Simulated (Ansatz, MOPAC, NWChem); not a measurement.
O2 (SMILES O=O): the equilibrium bond length, rung by rung

O2, triplet, SMILES `O=O`. Each level relaxes the structure for itself.

Each level gives the equilibrium bond length (Å). The values are calculated.

Question: The value from experiment is 1.208 Å (Huber and Herzberg, Constants of Diatomic Molecules). From what is known of these methods, estimate their order from the nearest to it to the farthest.
A. UPBE0-D3(BJ)/def2-TZVP (NWChem)
B. UCCSD(T)/pcseg-0 (Ansatz)
C. UCCSD(T)/pcseg-2 (Ansatz)
D. MNDOD (MOPAC)
E. UHF/3-21G (NWChem)

Answer: C (1.213 Å, +0.005), A (1.193 Å, -0.015), E (1.240 Å, +0.032), D (1.134 Å, -0.074), B (1.333 Å, +0.125).

The coupled-cluster results are both the nearest and the farthest, so the basis set matters here as much as the treatment of correlation. Without polarization functions, pcseg-0 cannot properly shift density into the region between the nuclei, and the bond stretches to 1.333 Å; pcseg-2 restores that flexibility and brings it to 1.213 Å. Correlation itself also lengthens the bond, because it moves electron density from bonding into antibonding orbitals. In the small basis the two effects add up.

In UHF/3-21G they oppose each other: missing correlation shortens the bond while the unpolarized basis lengthens it. Its place ahead of the small-basis coupled-cluster result therefore probably reflects error cancellation, not a better description of the π* diradical. The slightly short PBE0 bond is consistent with exact exchange favouring a compact bond, whereas the MNDOD error more likely stems from its parametrized integrals and core repulsion. Agreement in bond length alone does not establish equal accuracy for the dissociation energy or the singlet–triplet gap.
